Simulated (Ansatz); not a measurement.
# Zone-centre phonons of a WS2 sheet (2H) under zigzag strain at clamped width, PBEsol: how far a linear strain calibration holds

The usual rule of thumb is that a vibrational line shifts in proportion to strain, so that one slope per line turns a shift into a strain. I test it here on four zone-centre modes of the WS2 sheet, strained along a from −3 % to +5 % with the width clamped. Shifts are measured against the relaxed, unstrained sheet at the same PBEsol level, and the slopes come from the rows at ±1 %.

In the phonon columns no row leaves the smooth course of its neighbours. Among the four tabulated modes, the straight-line rule does worst for E' to A1, in the +5.0 % row. Its shift is 349.5 − 355.6 = −6.1 cm⁻¹ and the initial slope is (354.8 − 356.1) / 2 = −0.65 cm⁻¹ per %, so it would be read as 6.1 / 0.65 = 9.4 % strain. The two remaining optical modes, the E'' pair, come from the same runs but are not tabulated. One of them, E'' to B1, would be misread by still more at +5 %. With growing compression it first rises and then falls, so one frequency can belong to two strains.

## Computational details

One crystal, WS2 (2H sheet) (single layer of a known layered compound, or a sheet that has been made). It was then strained (uniaxial, along a, the zigzag direction, with the width clamped) with the strained cell held fixed and the atoms relaxed; labels give the mode at rest and under strain. The structures stem from cells built on the prototype from tabulated radii, directly or through a relaxation at another level; the in-plane cell and the atoms of the unstrained sheet were relaxed at zero pressure at the level of the table, and the strained sheets had only their atoms relaxed, inside the symmetry of the start, with no thermal or zero-point expansion. Program: Ansatz 0.2.0, plane waves, PBEsol, the program's earlier default PAW potentials, scalar-relativistic without spin-orbit coupling, no spin polarisation. Wave-function cutoff 420 eV (the default for the potentials of each cell); on the k meshes (Γ-centred) the least product of divisions and cell-vector length runs from 36 to 39 Å. Occupations: fixed. Harmonic modes at natural masses come from linear response (density functional perturbation theory), with the acoustic sum rule imposed. Each sheet is one layer in a cell 30 Å high.

Notes on method and selection:

- Harmonic values at the static lattice; measured values carry thermal expansion and anharmonic shifts at their temperature.
- Modes are followed from row to row by the overlap of their patterns; levels that are degenerate at rest are joined across zero strain by their slopes.
- Semilocal functionals put Kohn-Sham gaps below measured gaps and, as a rule, ε∞ above measured values.
- Spin-orbit coupling is left out; it matters most with heavy elements (here W), where it changes the gap and with it ε∞, Born charges and soft modes.
- Runs that did not converge, have known faults or may not be shown are not listed, and runs on Ansatz's PAW sets soft_1 and soft_2 are kept to separate tables.

Columns:

- uniaxial strain (%): uniaxial strain along a, the zigzag direction, with the width clamped, tension positive.
- Kohn-Sham gap (eV): Kohn-Sham gap, lowest empty minus highest filled level on the k mesh.
- E' to B2 (cm⁻¹): zone-centre mode E' to B2, no LO-TO term.
- E' to A1 (cm⁻¹): zone-centre mode E' to A1, no LO-TO term.
- A1' to A1 (cm⁻¹): zone-centre mode A1' to A1, no LO-TO term.
- A2'' to B1 (cm⁻¹): zone-centre mode A2'' to B1, no LO-TO term.

Input lines of one member:

```
kpoints:
  mp_grid: { grid: [12, 12, 1] }
hamiltonian:
  xc: pbesol
  pseudopotentials: { kind: paw, azcp: { folder: soft_1 }, xc_functional: pbe }
scf:
  occupations: { method: fixed }
output:
  eigenvalues: true
phonons:
  method: dfpt
```

Command (options for logging and memory left out): `ansatz run input.yaml --threads 4 --backend cpu`

## The series

| member | uniaxial strain (%) | Kohn-Sham gap (eV) | E' to B2 (cm⁻¹) | E' to A1 (cm⁻¹) | A1' to A1 (cm⁻¹) | A2'' to B1 (cm⁻¹) |
| --- | --- | --- | --- | --- | --- | --- |
| −3.0 % | −3 | 1.90 | 363.9 | 356.6 | 419.0 | 444.6 |
| −2.0 % | −2 | 1.94 | 361.3 | 356.5 | 418.0 | 442.5 |
| −1.0 % | −1 | 1.98 | 358.6 | 356.1 | 417.1 | 440.2 |
| +0.0 % | 0 | 1.94 | 355.6 | 355.6 | 416.2 | 437.9 |
| +1.0 % | 1 | 1.86 | 352.4 | 354.8 | 415.5 | 435.5 |
| +2.0 % | 2 | 1.78 | 349.1 | 353.8 | 414.8 | 433.1 |
| +3.0 % | 3 | 1.65 | 345.5 | 352.6 | 414.2 | 430.6 |
| +4.0 % | 4 | 1.53 | 341.8 | 351.2 | 413.7 | 428.0 |
| +5.0 % | 5 | 1.41 | 338.0 | 349.5 | 413.3 | 425.5 |

## What drives the series

All four tabulated modes fall from each row to the next as the strain goes from −3 % to +5 %. The initial slopes, in cm⁻¹ per %, are (352.4 − 358.6) / 2 = −3.10 for E' to B2, (354.8 − 356.1) / 2 = −0.65 for E' to A1, (415.5 − 417.1) / 2 = −0.80 for A1' and (435.5 − 440.2) / 2 = −2.35 for A2''.

The splitting of E' follows from the bond directions. Seen from above, one W–S bond direction lies across the strain and two lie 30° from it. With the width clamped, and before the atoms relax, only those two are stretched to first order. The B2 mode vibrates along the strain and draws its bond-stretching stiffness from them alone, while the A1 mode vibrates across it and draws one third from them. This count gives a slope ratio of 3; the table gives 3.10 / 0.65 = 4.8. The order is right but the size is not. The count leaves out the turning of the bonds, bond-angle forces and the internal relaxation of the atoms, and the table does not tell which of these matters most.

To first order the pair obeys

$$\Delta\omega = -\omega_0\left[\gamma(\varepsilon_{xx}+\varepsilon_{yy}) \pm \tfrac{1}{2}\beta(\varepsilon_{xx}-\varepsilon_{yy})\right],$$

with the upper sign for B2, $\varepsilon_{yy}=0$ here, and $\omega_0$ = 355.6 cm⁻¹. The slopes give $\gamma$ = 0.53 and $\beta$ = 0.69.

For E' to A1 at +5 %, the straight line gives 355.6 − 5 × 0.65 = 352.35 cm⁻¹, and the table has 349.5, which is lower by 352.35 − 349.5 = 2.85. The steps between the other rows, however, grow steadily from −0.1 to −1.4 cm⁻¹. A next step of about −1.6 would give 351.2 − 1.6 = 349.6, so the row continues the curvature of the series.

## Where the trend breaks

At +5 % the straight lines also miss E' to B2 by −2.1 cm⁻¹, A2'' by −0.65 and A1' by +1.1, so A1' bends the opposite way from the rest. Read with their initial slopes, the shifts at +5 % would give (355.6 − 338.0) / 3.10 = 5.7 % strain for E' to B2, (437.9 − 425.5) / 2.35 = 5.3 % for A2'' and (416.2 − 413.3) / 0.80 = 3.6 % for A1'.

The Kohn-Sham gap is not monotonic. It is largest in the −1 % row, at 1.98 eV, and smaller on either side. Under compression the lowest empty level leaves K; under larger tension the highest filled level moves to Γ, and the gap then closes faster. The phonon columns show no kink where these changes occur.

## Suspects and checks

I take the −2.85 cm⁻¹ of E' to A1 at +5 % as the quantity to explain.

Rounding is too small. It can alter the slope by 0.05 cm⁻¹ per %, which with the rounding of the two frequencies makes at most 5 × 0.05 + 2 × 0.05 = 0.35 cm⁻¹ at +5 %. Poor relaxation of this one row is unlikely, because the row lies within 0.1 cm⁻¹ of the value continued from its neighbours. An error that grows smoothly with the cell, from cutoff or k mesh, could pass that test. It would have to lower this mode while raising A1' against its line.

Two physical contributions could lower the mode. The first is a change of the force constants beyond first order in strain. E' to B2 has no other optical mode of its symmetry to mix with, and it still bends by −2.1 cm⁻¹. Stretching a Morse-like bond would by itself bend the line upward, so bond stretching alone does not explain this; bond angles, internal relaxation and longer-ranged forces may all take part. The second is repulsion between the two A1 modes, which strain allows to mix; it pushes the lower one down and the upper one up. The two modes do bend that way, but this alone does not establish the cause. Strain also allows E'' to B1 and A2'' to B1 to mix, and there both modes bend downward, so in the upper one something else outweighs any repulsion. If the whole +1.1 of A1' came from repulsion, the lower mode would drop by 1.1 × 413.3 / 349.5 = 1.3 cm⁻¹, a little under half of the departure. A1' may also have a curvature of its own, of either sign, so this figure is an illustration and not a bound.

I rank the checks by cost.

1. Read the eigenvector of the lower A1 mode at +5 %, which needs no new run. Repulsion of that size implies an out-of-plane share of 2 × 349.5 × 1.3 / (413.3² − 349.5²) = 0.02 in the squared, mass-weighted pattern. A share far below this would leave nearly the whole departure to the higher-order change of the force constants.
2. Relax the +5 % row to smaller forces and repeat its phonons. A rise of 1 cm⁻¹ or more would point to the relaxation.
3. Repeat the rows at −1, 0, +1 and +5 % with a higher cutoff, then with a denser mesh. If the departure shrinks clearly, the setting that was changed is at fault; if it stays, the curvature is physical at this level of theory.

## Closing remarks

The E' splitting is a better gauge than either component. Its initial slope is 3.10 − 0.65 = 2.45 cm⁻¹ per %, and the splitting at +5 %, 349.5 − 338.0 = 11.5 cm⁻¹, reads as 11.5 / 2.45 = 4.7 %. Its size does not give the sign of the strain (363.9 − 356.6 = 7.3 cm⁻¹ at −3 %, 352.6 − 345.5 = 7.1 at +3 %), which can be read from the mean of the pair.

Two omitted effects bear on any use as a strain gauge. A sheet free to narrow by a fraction $\nu$ of the stretch has a different calibration. Setting $\varepsilon_{yy} = -\nu\varepsilon_{xx}$ in the formula for the pair shows that above $\nu$ = 0.65 / 3.10 = 0.21 the A1 component of E' at first rises with tension. Warming also shifts the lines, and A1' covers only 419.0 − 413.3 = 5.7 cm⁻¹ in the whole table, so shifts should be taken against an unstrained sheet at the same temperature.

[On method and selection: In this sheet no edge of the cell was free: both in-plane edges were set and the atoms alone relaxed.]

[Logs are printed without paths, hosts, clocks, repeated set-up lines and the standing remarks that a program may print on its own settings, such as how far it seeks lower states.]
